The quantity is the spin-orbit gap of the filled 4p shell, ε(4p3/2) − ε(4p1/2), where ε is a Kohn-Sham eigenvalue and the fraction is the total angular momentum j of the electron. It comes from all-electron Dirac calculations with the PBE functional for six species of 49 electrons each, with nuclear charge Z from 49 to 80 and net charge Z − 49. The mean radius is ⟨r⟩ of the orbital named.

The gap is a difference of ground-state eigenvalues and not the splitting of a 4p line in a spectrum. PBE also leaves the levels too shallow, through self-interaction: the highest filled level of In lies less than half as deep as the calculated ionisation energy. "Binding" below means −ε and shares this fault. Relaxation around the hole, coupling of the hole to the open 5p or 4f shell, Breit and QED terms and the size of the nucleus are all absent. The rows also differ in more than Z. Au30+ and Hg31+ carry 4f³ where the other four carry 5s² 5p¹, and in Pr10+ and Hg31+ the open shell is spread over both j values while elsewhere it sits in the lower one. Further output of the same runs shows the empty 4f levels of Xe5+ above its filled 5p, and the empty 5s level of Au30+ above its filled 4f, as these configurations require. For Pr10+ the place of 4f is not given, and no rival configurations were compared by total energy.

All-electron Kohn-Sham calculations with Quantum ESPRESSO 7.5 (ld1.x) for an atom and ions with 49 electrons, using the PBE functional, the Dirac equation, spherical densities without spin polarisation, and a point nucleus. Eigenvalues are negative for bound levels, and the number after each bracketed subshell is its occupation in electrons.

| species | Z | charge (e) | configuration | eigenvalue (4p1/2) (eV) | eigenvalue (4p3/2) (eV) | mean radius (4p1/2) (bohr) | mean radius (4p3/2) (bohr) | ε(4p3/2) − ε(4p1/2) (eV) |
| --- | --- | --- | --- | --- | --- | --- | --- | --- |
| In | 49 | 0 | [Kr] (4d3/2)4 (4d5/2)6 (5s1/2)2 (5p1/2)1 | -82.511 | -75.863 | 0.90129 | 0.93169 | 6.648 |
| Sn+ | 50 | 1 | [Kr] (4d3/2)4 (4d5/2)6 (5s1/2)2 (5p1/2)1 | -102.70 | -95.129 | 0.86571 | 0.89542 | 7.568 |
| Xe5+ | 54 | 5 | [Kr] (4d3/2)4 (4d5/2)6 (5s1/2)2 (5p1/2)1 | -210.37 | -198.01 | 0.74408 | 0.77143 | 12.36 |
| Pr10+ | 59 | 10 | [Kr] (4d3/2)4 (4d5/2)6 (5s1/2)2 (5p1/2)0.3333 (5p3/2)0.6667 | -394.95 | -373.57 | 0.62997 | 0.65563 | 21.38 |
| Au30+ | 79 | 30 | [Kr] (4d3/2)4 (4d5/2)6 (4f5/2)3 | -1601.0 | -1488.2 | 0.38691 | 0.41369 | 112.8 |
| Hg31+ | 80 | 31 | [Kr] (4d3/2)4 (4d5/2)6 (4f5/2)1.2857 (4f7/2)1.7143 | -1685.9 | -1564.8 | 0.37892 | 0.40584 | 121.1 |

## What happens

The gap rises in every step, from 6.648 eV to 121.1 eV, a factor of 18.22. As a power of Z between the end rows that is an exponent of 5.92. Between successive rows the exponent is 6.42, 6.37, 6.19, 5.70 and 5.64; the last is uncertain by 0.07 through rounding, and the eigenvalues with more digits from the same runs put it at 5.70, level with the one before. A one-electron ion has a gap that goes as Z⁴, which would give only (80/49)⁴ = 7.11. The missing factor is 18.22/7.11 ≈ 2.6.

All fits below use all six rows, have one constant (two for the straight line against ln⟨r⟩), and minimise the squared logarithmic deviation of the gap. Errors are relative to the tabulated gap, whose rounding is below 0.05 % in every row.

## The one-electron baseline

An electron moving through an electric field feels a magnetic field in its own frame, and its spin has a different energy parallel and antiparallel to the orbital moment. The effect follows the field, and the field is strongest at the nucleus. In atomic units the coupling is (α²/2)(1/r)(dV/dr) l·s, with α = 1/137.04 and V the potential energy. Writing dV/dr = Zi/r², where Zi is the charge that makes the field, and noting that l·s differs by l + ½ = 3/2 between the two p levels, gives

gap = (3/4) α² Zi ⟨r⁻³⟩.

For one electron and a bare nucleus Zi = Z and ⟨r⁻³⟩ = Z³/(3n³), so the gap is α²Z⁴/(4n³), or α²Z⁴/256 hartree for n = 4. The exact Dirac levels of that ion give a gap larger by a factor H(Z), which runs from 1.087 at Z = 49 to 1.273 at Z = 80.

## First candidate: higher-order relativity

Since (Zα)² reaches a third at mercury, it is tempting to blame the steep exponent on terms beyond Z⁴. The numbers exclude this as the main cause. The bare Dirac gap grows by 8.32 from Z = 49 to 80, an exponent of 4.32. H supplies 1.273/1.087 = 1.17 of the missing 2.6, about a sixth on a logarithmic scale. The absolute size is wrong too: the table is 0.187 of the bare value at In and 0.410 at Hg31+. A fitted scale factor leaves errors that run from +44 % to −34 %.

## Second candidate: the gap follows the binding

The binding of the shell, weighted one part 4p1/2 to two parts 4p3/2, grows from 78.1 to 1605.2 eV, a factor of 20.56, close to the 18.22 of the gap. The likeness of the end points is an accident. The ratio of gap to binding falls from 0.0851 at In to 0.0562 at Pr10+ and is back at 0.0754 in Hg31+. The step from In to Sn+ raises the binding by 25 % and the gap by 14 %; the step from Au30+ to Hg31+ raises the binding by 5 % and the gap by 7 %. A constant ratio fits with an rms error of 15 % and is 26 % high at Pr10+.

The better motivated form does worse. In a one-electron ion the gap equals (Zα)²|ε|/(2n), yet a fitted multiple of (Zα)² times the binding has an rms error of 45 %. Reading a charge off the binding, as |ε| = Z²/32 hartree, gives 9.6 for In, and the Dirac gap for that charge is 139 times too small; at Hg31+ it is still 5.6 times too small.

Electrostatics argues the reason. The field at radius r depends on the charge enclosed, the potential on all the charge. Electrons outside the 4p region lift both levels alike and make no field inside. In Sn+ the three n = 5 electrons alone contribute up to 2 × 0.559 + 0.449 ≈ 1.6 hartree, from their ⟨1/r⟩ in further output of the same calculation, so the lift is tens of eV against a binding of 97.7 eV. The eigenvalue measures the distance to the vacuum level, about which the spin-orbit term has no information.

## Third candidate: a bare centre visited at a screened rate

A comet on an eccentric orbit shows the structure. A perturbation that acts only close to the sun changes the orbit by a certain amount per passage, fixed by conditions at perihelion, while the number of passages per unit time is fixed by the slow outer part of the orbit. The average effect is the product. The analogy holds for this factorisation only: the comet sees one central charge at all distances, whereas the electron sees a charge that falls outward, and an orbital with two radial nodes is only roughly classical.

For the 4p electron the passage is the innermost lobe, near the 2p radius (0.11 bohr in Sn+, against a 4p mean radius of 0.9 bohr), and within it the r⁻³ weight picks the inner flank: by a hydrogenic estimate some five electrons lie inside the 2p maximum, but only about two inside the radius where that weight is centred. There the kinetic energy far exceeds |ε|, so the shape of the lobe depends on Zi ≈ Z and hardly on ε. The weight of the lobe is proportional to the radial frequency, which semiclassically is the spacing of the p levels, dε/dn. The one-electron ion fixes the constant: there dε/dn = Z²/n³, so ⟨r⁻³⟩ = Z (dε/dn)/3. Carrying this over, with the Dirac factor of the bare nucleus because the relativistic motion is in the inner lobe,

gap = α² Z² H(Z) (dε/dn)/4.

This is the Landé picture. Further output for Sn+ and Au30+ tests its two halves separately.

The charge Zi follows from the gap and ⟨r⁻³⟩ of the p3/2 orbital. For 4p in Sn+, 7.568 eV is 0.2781 hartree (1 hartree = 27.211 eV), ⟨r⁻³⟩ is 143.81 bohr⁻³, and α² = 5.325 × 10⁻⁵, so Zi = 0.2781/(0.75 × 5.325 × 10⁻⁵ × 143.81) = 48.4 for Z = 50. The 2p to 5p shells give 49.3, 48.4, 48.4 and 48.7. In Au30+ (Z = 79) they give 82.4, 78.1, 76.6 and 75.1. All eight lie within 5 % of Z. The value above Z shows that a first-order formula fed with one Dirac orbital is good to several per cent and no better, so Z − Zi should not be read as an electron count. For the same reason the near equality of the Au30+/Sn+ gap ratio, 14.90, with 9.41 × 79/50 = 14.87 from ⟨r⁻³⟩ and Z is closer than the formula deserves. What stands is that the electrons barely weaken the field; they reduce the weight of the orbital near the nucleus.

The frequency can be had without any fit. In Au30+ the 3p3/2, 4p3/2 and (empty) 5p3/2 levels lie at −138.01, −54.692 and −29.173 hartree. With y = |ε|^(−1/2), which is linear in n for one electron, dy/dn = (0.18514 − 0.08512)/2 = 0.05001 and dε/dn = 2|ε|^(3/2) dy/dn = 2 × 404.5 × 0.05001 = 40.46 hartree. Then

gap = 5.325 × 10⁻⁵ × 79² × 1.264 × 40.46/4 = 4.25 hartree = 115.6 eV,

between 2 and 3 % above the tabulated 112.8 eV. Interpolating ln|ε| gives 42.50 hartree, 8 % above the 39.44 that the gap needs. In Sn+ the levels are spread over a factor of 70 and the derivative is poorly defined: the two interpolations give 9.49 and 7.41 around the needed 7.66, errors of +24 % and −3 %. That is a bracket and no more.

The same numbers locate the fault of the binding model. Its (Zα)² form assumes dε/dn = 2|ε|/n, which is 2 × 3.4959/4 = 1.75 hartree in Sn+ against 7.66, and 27.3 in Au30+ against 39.44. The assumption improves as the ion becomes more hydrogenic, and so it distorts the trend.

For all six rows the size of the orbital can stand in for the frequency. A one-electron 4p orbital has ⟨r⟩ = 23/Z, so an outer charge Zo = 23/⟨r⟩ and dε/dn = Zo²/64 give gap = k α² Z² Zo² H/256. With the 4p3/2 radius Zo runs from 24.7 to 56.7, k is 0.775, and the errors drift from +5.0 % at In to −5.2 % at Hg31+ (rms 4.1 %). With the 4p1/2 radius k is 0.707, the rms error 1.5 % and the worst row In at +2.2 %. For Sn+, a row inside the fit: Zo = 23/0.86571 = 26.57, α²/256 hartree = 5.660 × 10⁻⁶ eV, and 0.7066 × 5.660 × 10⁻⁶ × 50² × 26.57² × 1.091 = 7.70 eV, 1.7 % high. A straight-line fit of ln[gap/(Z²H)] against ln⟨r⟩ returns exponents of −2.12 and −2.03 where the model says −2.

The radii come from the same runs as the gaps, so this is a relation between outputs and no prediction. The 4p1/2 radius is smaller than the 4p3/2 radius by 3.3 % at In and 6.6 % at Hg31+, a contraction that is itself relativistic, and its better fit may partly count relativity twice alongside H. The two fits together set the accuracy of the model at a few per cent, well above the rounding. The constant k absorbs the crudeness of the proxy, which gives 55.6²/64 = 48.3 hartree for Au30+ where the levels give 40.46 and 42.50.

The factor of 18.22 then divides as (80/49)² = 2.67 from the inner charge, 1.17 from H, and 2.296² = 5.27 or (0.90129/0.37892)² = 5.66 from the shrinking orbital, with products of 16.5 and 17.7. The largest part is the outer one. A proton added at fixed electron number raises Zo by about one unit (24.7 to 25.7, 55.6 to 56.7), which is 4 % of Zo at indium but only 2 % of Z.

## One screened charge

A simpler model puts Z − σ into the Dirac formula. A single σ of 15.9 fits with an rms error of 6.0 %, from +6.0 % at In to −8.6 % at Hg31+. Solved row by row, σ falls in every step from 16.38 to 14.56; without the Dirac factor it would fall from 16.08 to 11.99, so more than half of that drift is relativity left out. The formula explains the steepness, with a local exponent near 4Z/(Z − σ), 6.01 at In and 4.89 at Hg31+, to which H and the fall of σ add.

The six gaps alone do not separate this model from the two-region one, which uses an extra column. The two are not opposed: Z − σ acts as a geometric mean of an inner and an outer charge. The further output decides what σ means. In Sn+ it is 3.4, 8.5, 16.3 and 29.0 for 2p to 5p while Zi stays between 48.4 and 49.3, so σ is no count of electrons that shield the spin-orbit field.

This gives the trend for neighbouring cases. The further out the shell, the smaller its Zo relative to Z and the steeper its gap along an isoelectronic series. From Sn+ to Au30+ the 2p gap grows from 8.47 to 67.44 hartree (8.0-fold), 3p from 1.547 to 14.99 (9.7-fold), 4p 14.9-fold, and 5p from 0.0208 to 1.484 (71-fold, although 5p is empty in Au30+ and the move of three electrons from n = 5 into the more compact 4f shell should screen it more). Each shell should tend towards the bare Dirac slope as the charge rises, since σ/Z shrinks. That slope itself rises with Z through H, so the exponent need not fall: in further output of the same runs it falls for 4p and for 5p (not listed for Hg31+), stays nearly constant for 3p and rises for 2p.

Between Pr10+ and Au30+ the configuration and Z change together. Three electrons move into a 4f shell whose mean radius, 0.39 bohr in Au30+, matches that of 4p, and they should screen more there. The fall of σ per unit of Z is 0.05 over that interval, against 0.06 to 0.08 over the first three and about 0.07 from Au30+ to Hg31+. The slope recovers once the configuration stays 4f³, which fits a single rise of the screening by 4f better than a smooth saturation. This is a hint and no proof, since the last step is short and the j occupation changes in it. No break that could be tied to the choice of j occupation stands out of the residuals.

## What to do about it

Do not scale a known gap by Z⁴, by the bare Dirac formula or by the binding energy. Between close rows of the same configuration, use the local exponent, near 6.4 at the neutral end (about 14 % per proton) and near 5.7 at mercury (about 7 %), or interpolate σ and put Z − σ into the Dirac formula; a fixed σ costs up to 9 %. Where a nonrelativistic orbital is at hand, (3/4)α²Zi⟨r⁻³⟩ multiplied by H, with Zi at or slightly below Z, is the estimate that the model suggests; it is untested here, since the check above used Dirac orbitals only. For comparison with a spectrum, calculate the hole states with their open-shell coupling. Include their mixing with configurations that have two holes in 4d and one more electron in 4f or in the continuum. In neutral atoms around xenon it is known to be so strong that no distinct 4p1/2 line exists. The highly charged rows need not be safe from it: in Au30+ the eigenvalues alone (twice the depth of 4d5/2 less that of 4f5/2) put such a configuration at 1510.1 eV, between the two 4p levels.
